Dear colleague,

Below a few kelvin your ruby has two intrinsic heat capacities, the phonons of corundum and the Cr³⁺ spins. A term linear in T cannot be electronic in this insulator, yet a careless fit will produce one. Here is each term from its premises, the rules for telling them apart, and a model set of numbers.

Conventions. C is per mole of formula units with r atoms each (r = 5 for Al₂O₃), V is the molar volume, R = N_A k and b = 1/kT. The letters γ and β are kept for the coefficients of T and T³.

1. Premises and additivity

(P1) The lattice is harmonic, with three acoustic branches ω = v_s(n̂) q at small q.
(P2) Conduction electrons, where present, are a fixed number of independent fermions whose density of states g(E) (both spins, per mole) is smooth on the scale kT ≪ E_F.
(P3) There are N identical, independent centres per mole, with fixed levels.
(P4) Couplings between these subsystems only renormalise parameters.
(P5) All subsystems equilibrate within the measuring time.

By P4 the Hamiltonian is a sum of terms acting on separate factors of the state space, so Z = Z_ph Z_el z^N. With U = −∂ ln Z/∂b and ∂/∂T = −k b² ∂/∂b,

C = k b² ∂² ln Z/∂b² = k b² (⟨E²⟩ − ⟨E⟩²).   (1)

Since ln Z is a sum, C = C_ph + C_el + C_S. This is the heat capacity at constant volume; section 7 shows that your C_p is the same thing here.

2. Lattice

One oscillator has ln z = −x/2 − ln(1 − e^(−x)) with x = bħω, and (1) gives k x² eˣ/(eˣ − 1)². The weight dies off exponentially for x ≫ 1, so at low T only long acoustic waves count. States fill q-space with density V/(2π)³. In solid angle dΩ branch s has q² dq = ω² dω/v_s³, hence

D(ω) = (V ω²/2π²) Σ_s ⟨v_s⁻³⟩ = 3V ω²/(2π² v_m³),

where ⟨ ⟩ is the angular mean and the last equality defines v_m. No isotropy is assumed. Putting ω = x kT/ħ and taking the upper limit to infinity, which costs only an exponentially small term,

C_ph = k (3V/2π² v_m³)(kT/ħ)³ J₄,  J_n = ∫₀^∞ xⁿ eˣ/(eˣ − 1)² dx.

As eˣ/(eˣ − 1)² = −d/dx[1/(eˣ − 1)], integration by parts gives J_n = n ∫ x^(n−1)/(eˣ − 1) dx. Expanding 1/(eˣ − 1) = Σ_j e^(−jx) gives J_n = n! ζ(n), so J₄ = 4π⁴/15 and J₆ = 16π⁶/21. Therefore

C_ph = (2π²/5) kV (kT/ħv_m)³.

Define the Debye temperature by kθ = ħ v_m q_D with q_D³ = 6π² r N_A/V, which counts all atoms. Then V (k/ħv_m)³ = V q_D³/θ³ = 6π² r N_A/θ³, and

C_ph = βT³,  β = 12π⁴ r R/(5θ³) = 1943.8 r/θ³ J mol⁻¹ K⁻⁴ (θ in K).   (2)

At this order θ is just another name for v_m, and the name depends on r. The same β converted with r = 1 instead of 5 gives a θ lower by 5^(1/3) = 1.71.

The first correction is a power of T and comes from dispersion. Take one isotropic branch shape ω = vq(1 − ηq²). Inverting, q = (ω/v)(1 + ηω²/v²), so q³ = (ω/v)³(1 + 3ηω²/v²) and D ∝ d(q³)/dω ∝ ω²(1 + 5ηω²/v²). The extra term carries J₆/J₄ = 20π²/7:

C_ph = βT³ [1 + (100π²/7) η (kT/ħv)²].

For a sine dispersion ω = (2vq₀/π) sin(πq/2q₀), η = π²/(24q₀²), and with ħv = kθ/q_D

C_ph = βT³ [1 + (25π⁴/42)(q_D/q₀)² (T/θ)²],  25π⁴/42 = 58.   (3)

3. Electrons

Let f be the Fermi function with chemical potential μ(T). It depends on (E − μ)/T, so its total derivative is df/dT = (−f′)[(E − μ)/T + μ̇], with f′ = ∂f/∂E and μ̇ = dμ/dT. Fixed electron number means ∫ g (df/dT) dE = 0, so μ times this may be subtracted from dU/dT = ∫ E g (df/dT) dE:

C_el = (1/T) ∫ (E − μ)² g (−f′) dE + μ̇ ∫ (E − μ) g (−f′) dE.

The kernel −f′ is even about μ, has unit area and width kT. With x = (E − μ)/kT its even moments are ∫ xⁿ eˣ/(eˣ + 1)² dx = 2 n! Σ_j (−1)^(j+1)/jⁿ over the whole line, by the same steps as for J_n: π²/3 for n = 2 and 7π⁴/15 for n = 4. Expand g about μ. The number condition gives (π²/3) k²T g′ + μ̇ g = 0 at leading order, so μ̇ = −(π²/3) k²T g′/g and μ − E_F = −(π²/6)(kT)² g′/g. The first integral in C_el is (π²/3) k²T g(μ) + (7π⁴/30) k⁴T³ g″, and shifting g(μ) to g(E_F) adds −(π⁴/18) k⁴T³ g′²/g. The second is μ̇ (π²/3)(kT)² g′ = −(π⁴/9) k⁴T³ g′²/g. Together,

C_el = γT + π⁴k⁴T³ [(7/30) g″ − (1/6) g′²/g],  γ = (π²/3) k² g(E_F).   (4)

For free electrons g′ = g/2E_F and g″ = −g/4E_F², the bracket is −g/(10E_F²), and C_el = γT[1 − (3π²/10)(kT/E_F)²]. This T³ piece cannot be told from the lattice term by any fit; it has to be small. In an insulator g vanishes at μ, γ = 0, and carriers excited across the gap enter only with an exponentially small Boltzmann factor.

With lattice and electrons alone,

C/T = γ + βT²,   (5)

a straight line against T², and the two terms are equal at T_eℓ = √(γ/β).

4. Centres with a finite set of levels

Two levels. Take degeneracy g₀ at energy 0 and g₁ at Δ, with x = Δ/kT and ρ = g₁/g₀. Then z = g₀(1 + ρe^(−x)), the upper occupation is p = 1/(1 + eˣ/ρ), and the variance is Δ² p(1 − p). With p(1 − p) = ¼ sech²[(x − ln ρ)/2], (1) gives

C_S = Nk (x/2)² sech²[(x − ln ρ)/2].   (6)

Only the ratio of degeneracies enters. For ρ = 1, setting d ln C_S/dx = 2/x − tanh(x/2) to zero gives x tanh(x/2) = 2. The left side rises monotonically from zero, so the root is unique, x_m = 2.399. There sech² = 1 − 4/x_m², so

kT_m = 0.417 Δ,  C_max = Nk (x_m²/4 − 1) = 0.439 Nk.   (7)

Below the peak C_S → Nk x² e^(−x). Above it sech² y = 1 − y² + … gives

C_S = (A/T²)[1 − (Δ/2kT)² + …],  A = Nk (Δ/k)²/4.   (8)

The entropy k(ln z + b⟨E⟩) goes from k ln g₀ to k ln(g₀ + g₁), so ∫ C_S/T dT = Nk ln 2 for ρ = 1, whatever g₀ is.

General tail. For n states with Hamiltonian H, z = n ⟨e^(−bH)⟩₀, where ⟨ ⟩₀ = Tr( )/n gives equal weights. Its logarithm generates the cumulants κ_j of the level distribution, ln z = ln n + Σ (−b)^j κ_j/j!, and (1) gives

C_S/Nk = b²κ₂ − b³κ₃ + b⁴κ₄/2 − …,  κ₂ = ⟨H²⟩₀ − ⟨H⟩₀².   (9)

Every finite level scheme thus has a T⁻² tail with A = Nκ₂/k, and κ₂ is a trace that needs no diagonalisation.

Ladder. Take 2I + 1 = M non-degenerate levels E = mΔ, m = −I … I, as for a spin in a field. The geometric sum is z = sinh(Mx/2)/sinh(x/2). Using d²/dx² ln sinh(ax) = −a²/sinh²(ax),

C_S/Nk = (x/2)²/sinh²(x/2) − (Mx/2)²/sinh²(Mx/2).

With u²/sinh²u = 1 − u²/3 + u⁴/15 − …, the constants cancel and leave x²(M² − 1)/12 − x⁴(M⁴ − 1)/240. Since M² − 1 = 4I(I + 1),

C_S = Nk [I(I + 1)/3] (Δ/kT)² [1 − (M² + 1) x²/20 + …].   (10)

The leading term is ⟨m²⟩₀ = I(I + 1)/3, as (9) demands, and I = 1/2 returns (8). The correction goes with Mx, so the tail starts when kT exceeds the whole width of the ladder, not one rung.

5. Which scheme is Cr³⁺ in corundum

The ion is 3d³ on an Al site of symmetry C₃. The octahedral part of the field leaves an orbital singlet ⁴A₂ with S = 3/2. The next level, ²E, lies at approximately 14 400 cm⁻¹, or 2.1 × 10⁴ K, and is empty. Operators within four spin states have rank 0 to 3. In zero field time reversal allows even rank only, and the threefold axis leaves only the axial component of rank 2:

H₀ = D (S_z² − 5/4).

The levels are +D for m = ±3/2 and −D for m = ±1/2: two Kramers doublets a distance Δ = 2|D| apart. This is (6) with ρ = 1, not the ladder. Using (10) with I = 3/2 and the same Δ would give 5/4 where (8) has 1/4, a factor of five in the inferred chromium content. Two more consequences follow. The sign of D (negative in ruby, ±3/2 lowest) is invisible, as (6) with ρ = 1 is even in Δ. And the entropy under the peak is Nk ln 2, not Nk ln 4, since the lower doublet keeps its k ln 2 until a field or the interactions split it.

A field gives a control. Add w n̂·S, with w = g_s μ_B B and isotropic g_s. The cross term Tr[(S_z² − 5/4) n̂·S] is odd in spin and vanishes, so for any direction

κ₂ = D² + (5/4) w².   (11)

The second term is the ladder result, and it raises A by a known factor.

6. Separation

Above the anomaly, and below the onset of dispersion,

C = A/T² + γT + βT³.   (12)

Distinct powers of T are linearly independent, so this is a linear fit with a unique solution. The pairs of terms cross at T_eℓ = (γ/β)^(1/2), T_Se = (A/γ)^(1/3) and T_Sℓ = (A/β)^(1/5). The linear term exceeds each of the others somewhere only if T_Se < T_eℓ, that is γ⁵ > A²β³, or γ > βT_Sℓ². For γ = 0 the straight plot is CT² = A + βT⁵, and dC/dT = 0 puts a minimum of C at T⁵ = 2A/3β.

If the tail is ignored and (5) is fitted near T₀, the fit follows the tangent of F(u) = γ + βu + A u^(−3/2), u = T². The slope is F′ = β − (3/2) A u^(−5/2) and the intercept is F − uF′ = γ + (5/2) A u^(−3/2), so

γ_app = γ + 5A/(2T₀³),  β_app = β [1 − (3/2)(T_Sℓ/T₀)⁵].   (13)

An insulator then shows a false γ and too high a θ. The tail fixes only the product NΔ². To get N and Δ separately you need the peak, whose position gives Δ and whose height gives N, or (11): the growth of A with B² is 5Nw²/4k and measures N alone.

7. Numbers for a model ruby

Lattice. The compiled Debye temperature is 1047 K (Wikipedia, temperature not stated). To see which r it assumes, I estimate θ from compiled data: a = 4.7589 Å and c = 12.991 Å (Lallet 2009), C₁₁ = 497.4 GPa (Liu 2023), C₁₂ = 162.8, C₁₃ = 116, C₃₃ = 500.9 and C₄₄ = 146.8 GPa (Oses 2018). The hexagonal cell has volume (√3/2)a²c = 254.79 Å³ and holds six formula units. With a molar mass of approximately 101.96 g/mol the density is 3.987 g/cm³, V = 25.57 cm³/mol and q_D = 1.910 Å⁻¹. The Voigt averages use only the two linear rotational invariants of the elastic tensor, in which C₁₄ does not appear. With C₆₆ = (C₁₁ − C₁₂)/2 = 167.3 GPa,

K = [2(C₁₁ + C₁₂) + C₃₃ + 4C₁₃]/9 = 253.9 GPa,
G = [2C₁₁ + C₃₃ − C₁₂ − 2C₁₃ + 3(2C₄₄ + C₆₆)]/15 = 165.6 GPa.

Then v_t = √(G/density) = 6.44 km/s, v_ℓ = √[(K + 4G/3)/density] = 10.91 km/s, and 3/v_m³ = 2/v_t³ + 1/v_ℓ³ gives v_m = 7.14 km/s and θ = 1.04 × 10³ K. This isotropic estimate is within one per cent of the compiled value. The origin of that value is not stated, so I take this only as showing that it counts all atoms; the r = 1 equivalent would be 612 K. With 1047 K, (2) gives

β = 8.47 μJ mol⁻¹ K⁻⁴,

and each per cent of doubt in θ is three per cent in β.

Spins. Inputs: Δ/h ≈ 11.5 GHz, an approximate value typical of ruby, equal to 0.384 cm⁻¹ or Δ/k = 0.552 K; g_s ≈ 1.98, approximate; and an assumed fraction x_Cr = 5 × 10⁻⁴ of the cation sites. With twelve cations per cell this is 2.35 × 10¹⁹ cm⁻³, and Nk = 2x_Cr R = 8.31 mJ mol⁻¹ K⁻¹. The model then gives, from (7),

T_m = 0.230 K,  C_max = 3.65 mJ mol⁻¹ K⁻¹.

The lattice term there is 0.10 μJ mol⁻¹ K⁻¹, smaller by 3.5 × 10⁴. The entropy under the peak is 5.76 mJ mol⁻¹ K⁻¹. For the tail (D/k)² = 0.0762 K², so A = 0.633 mJ K mol⁻¹. The crossover (A/β)^(1/5) is 2.37 K, or 2.36 K with the full form (6), and the minimum of C from the tail form is at 2.19 K. In μJ mol⁻¹ K⁻¹:

T (K) | C_S, eq. (6) | A/T² | βT³
1 | 587 | 633 | 8.5
2 | 155 | 158 | 68
3 | 69.8 | 70.4 | 229
4 | 39.4 | 39.6 | 542

At 4 K the lattice seems to have won, yet (13) gives γ_app = 25 μJ mol⁻¹ K⁻², a slope low by 11 per cent and a θ high by 3.9 per cent. A real linear term would have to exceed βT_Sℓ² = 48 μJ mol⁻¹ K⁻² to lead anywhere. A field of 0.1 T has w/k = 0.133 K, adds 0.0221 K² in (11), and raises A by 29 per cent.

A metal beside it. For copper, the wiring metal and a likely addendum, take typical inputs γ ≈ 0.69 mJ mol⁻¹ K⁻², θ ≈ 343 K, E_F ≈ 7.0 eV and 63.55 g/mol, with r = 1. Then β = 48.2 μJ mol⁻¹ K⁻⁴ and T_eℓ = 3.8 K. These γ and θ are of the kind extracted from fits to (5), so this crossover restates them and tests nothing. The free-electron T³ term, γ(3π²/10)(k/E_F)², is 6 × 10⁻⁹ of β in magnitude. The false γ above matches the true γ of 22 mg of copper per gram of ruby. Per gram, the β of copper is 9.1 times that of corundum, so the addenda must be measured and subtracted before any fit.

Nuclei. ²⁷Al has I = 5/2, two per formula unit. In zero field the axial quadrupole levels are (hν_Q/2)(m² − 35/12), three doublets spaced ν_Q and 2ν_Q and so not a ladder. The variance of m² is 56/9, so κ₂ = (14/9)(hν_Q)². A typical ν_Q ≈ 0.36 MHz is 17 μK and gives 7.7 nJ K mol⁻¹, which is 1.2 × 10⁻⁵ of A. In a field (10) applies with I(I + 1)/3 = 35/12, and the two variances add as in (11). With approximately 11.1 MHz/T the rung at 1 T is 0.53 mK and the coefficient 2R(35/12)(Δ/k)² is 14 μJ K mol⁻¹, growing as B².

Small corrections. Thermodynamics gives C_p − C_V = TVα²K, with α the volume expansion coefficient. Defining the Grüneisen ratio by Γ = αKV/C_V, the relative difference is Γ² C_V T/(KV), which is 4 × 10⁻¹⁰ Γ² at 4 K and negligible for any plausible Γ. The extra mass of Cr (approximately 52.00 against 26.98 g/mol) raises β, which goes as density^(3/2) at fixed stiffness, by 0.04 per cent.

8. Range of validity

Upper end. In (3), q₀ = q_D gives a one per cent T⁵ correction at θ/76, or 14 K. Placing q₀ at the edge of the zone of the ten-atom primitive cell, (q_D/q₀)² = 10^(2/3), makes the coefficient 2.7 × 10², and one per cent is reached at 6.4 K, with 0.4 per cent at 4 K. Both are rough shapes, not the dispersion of corundum. Above about 6 K carry a T⁵ term and see whether β moves.

Lower end of the tail. By (8) the T⁻² form holds to one per cent for kT > 5Δ, here above 2.76 K, which lies above the crossover. Below that fit (6) itself. It stays linear in N once Δ is fixed.

Electrons. Equation (4) needs kT small against E_F and against any structure in g. Under P4 the measured γ includes the electron–phonon enhancement. Superconducting or magnetic order falls outside P2, and amorphous addenda can give a nearly linear term with no electrons at all.

Independence of the ions (P3) is the premise that fails first. The dipolar scale at the mean spacing, μ₀(g_s μ_B)² n/4πk with n the Cr density, is only 0.06 mK. Exchange matters more. A pair term J S₁·S₂ has variance J²[S(S + 1)]²/3 = (75/16)J², and its cross terms with H₀ vanish because Tr S = 0 on the partner. If z cation sites around an ion carry coupling J, there are z x_Cr/2 pairs per ion, and for kT ≫ |J| the tail grows by the fraction

δA/A = (75/8) z x_Cr (J/Δ)².

An illustrative z = 10 with |J| = Δ gives 4.7 per cent. Close pairs are coupled far more strongly than kT. With approximately thirteen sites in the first four cation shells they remove 0.65 per cent of the ions from the single-ion count, and their own multiplets give anomalies elsewhere. A shell of six sites makes 1.5 × 10⁻³ pairs per ion. If such a pair has levels at a few kelvin it contributes of order k, against 0.0135 k per single ion at 2.36 K, a ratio of 0.11. Pair terms scale as x_Cr² per mole, so a second crystal at another doping separates them from the single-ion term, which is linear in x_Cr.

Equilibrium (P5). The Cr spin–lattice time is typically a fraction of a second at liquid-helium temperature and lengthens on cooling. Near the peak all heat must reach the spins through a phonon system with 3.5 × 10⁴ times less capacity, so expect two time constants in a relaxation trace and check that C does not depend on the waiting time. The nuclei may be slower still and then drop out of the measurement.

The crossover near 2.4 K and the peak of 3.65 mJ mol⁻¹ K⁻¹ at 0.23 K are the model's, resting on the assumed x_Cr and the approximate Δ. The peak position depends on Δ alone and its height on x_Cr alone. The crossover is stiff, T_Sℓ ∝ x_Cr^(1/5) Δ^(2/5) θ^(3/5), so ten per cent more in A from pairs or from other paramagnetic impurities moves it up by only 2 per cent, while the same ten per cent enters the chromium content inferred from the tail in full.